Margin comments on the virtual correction to forward Møller scattering

1. Conventions. ħ = c = 1, α = 1/137.036, m = 0.511 MeV, photon mass λ → 0, L = ln(|t|/m²), ℓ = ln(m²/λ²). On-shell renormalisation sets F₁(0) = 1, so F₁ contains the external-leg factors. The photon propagator carries 1/[1 − Π̂(t)], with Π̂ = Π(t) − Π(0) > 0 for t < 0. Setting: E = 500 MeV per beam (√s = 1 GeV), |t| = 400 MeV² (θ = 40 mrad), photons unseen below ΔE = 25 MeV, so Δ = ΔE/E = 0.05. Then |t|/s = 4.0×10⁻⁴, m²/|t| = 6.5×10⁻⁴, L = 7.334, α/π = 2.323×10⁻³.

2. Boxes. At leading power in s the two lower-line propagators add to 1/(x + i0) + 1/(−x + i0) = −2πi δ(x). Equivalently, direct plus crossed box is M_Born (α/π) ln(|t|/λ²) [ln(−s − i0) − ln(−u)]. With −u ≈ s, ln s cancels and −iπ stays. The eikonal form M ∝ ∫d²b e^(−iq·b) [e^(iχ) − 1], χ = −2αK₀(λb), fixes the coefficient: K₀ transforms to 2π/|t| and K₀² to 2π ln(|t|/λ²)/|t|, so the second-order term is −iα ln(|t|/λ²) times the first. This Coulomb phase changes sign for Bhabha scattering and leaves |M|² untouched at order α.

3. F₂. Each current is contracted with a nearly light-like n along the other beam, with n·q ≈ 0. The spin trace is then 8(n·p)²[F₁² + |t|F₂²/4m²], without an F₁F₂ term. Terms in m²/|t| enter only through the asymptotic forms below.

4. Ingredients, for |t| ≫ m².
F₁ − 1 = (α/π)[−½(L − 1)ℓ − L²/4 + 3L/4 + π²/12 − 1]
Π̂ = (α/3π)(L − 5/3), electron loop
δ_S = (α/π)[(L − 1)(2 ln Δ + ℓ) + L²/2 − π²/6], soft photons from one line
For δ_S = −(α/4π²)∫(d³k/ω)(p/p·k − p′/p′·k)², join the denominators with P = ξp + (1 − ξ)p′, P² = m² + ξ(1 − ξ)|t|, use ∫(d³k/ω)(P·k)⁻² = (2π/P²) ln(Δ²P²/λ²) for E² ≫ P², and integrate over ξ. Soft interference between the two lines cancels between s-type and u-type pairs up to |t|/s, as the real parts of the boxes do.

5. A wrong attempt (line (b) is false, and so is all that follows from it).
(a) Boxes give a phase; F₂ drops out.
(b) M = M_Born F₁(t)/[1 − Π̂(t)], copied from scattering on a static point charge.
(c) dσ/dσ_Born = 1 + 2[F₁ − 1] + 2Π̂.
(d) Both electrons radiate, so add 2δ_S.
(e) Discard ℓ, trusting that infrared terms cancel. In units of α/π: −16.25 − 25.40 + 3.78 = −37.87 (the second decimal serves only the addition).
Wrong answer: δ = −8.8 %.

6. Symptom. Do step (e) instead of trusting it. The ℓ terms are −(L − 1)ℓ from (c) and +2(L − 1)ℓ from (d), leaving +(α/π)(L − 1)ℓ. An observable now depends on λ, rising by 6.8 percentage points for every decade by which λ is lowered. The double logarithm fails too: −L²/2 + L² leaves L²/2. What survives is the negative of one vertex contribution.

7. Faulty line. It is (b). The exchanged photon ends on two electron currents, and the one-loop set holds a vertex graph on the upper line and its mirror image on the lower line. A static charge has no second F₁; the second beam does. The 2 in (c) comes from squaring the amplitude, 2 Re(M_Born* M₁), and is easily taken for the number of vertices. There is one photon line, so 2Π̂ is right; there are two vertices, so F₁ − 1 needs 2 × 2.

8. Mended calculation.
M = M_Born F₁(t)² e^(iφ)/[1 − Π̂(t)], φ = −α ln(|t|/λ²),
dσ/dσ_Born = 1 + 4[F₁(t) − 1] + 2[Π(t) − Π(0)],
at order α, up to terms suppressed by |t|/s. Each line pairs its vertex with its own soft photons:
2[F₁ − 1] + δ_S = (α/π)[2(L − 1) ln Δ + 3L/2 − 2],
free of ℓ, L² and π². The bracket is −28.95 here. Two lines plus vacuum polarisation give −57.90 + 3.78 = −54.12, so δ = −12.6 %.

9. Size of the error. Wrong minus right is
−2[F₁ − 1] = (α/π)[(L − 1)ℓ + L²/2 − 3L/2 + 2 − π²/6].
With ℓ discarded as in (e) this is +3.8 percentage points: 0.912 against 0.874, a cross section 4.3 % too high. With ℓ kept, the error grows without bound as λ → 0.

10. The quiet variant. Dropping one δ_S to force the cancellation removes the symptom and keeps the slip: −28.95 + 3.78 = −25.17, δ = −5.8 %, too high by 6.7 points. The coefficient of (α/π) ln Δ betrays it. Four electron legs radiate, so it must be 4(L − 1), and this variant has 2(L − 1).

11. What was neglected. Power terms from boxes, soft interference and the exchange (u-channel) graph are of order (α/π)(|t|/s) ln²(s/|t|) ≈ 6×10⁻⁵. Mass terms are of order (α/π)(m²/|t|)L² ≈ 8×10⁻⁵. The muon loop (m_μ ≈ 105.7 MeV) adds 1.1×10⁻⁵, and hadronic loops are typically of similar size. Larger are the non-soft terms, of order 4(α/π)(L − 1)Δ ≈ 0.3 %, and order α², about ½(0.134)² ≈ 0.9 % from the two line factors. The −12.6 % is therefore an order-α figure, good as a prediction to about one point, and the slip exceeds both omissions.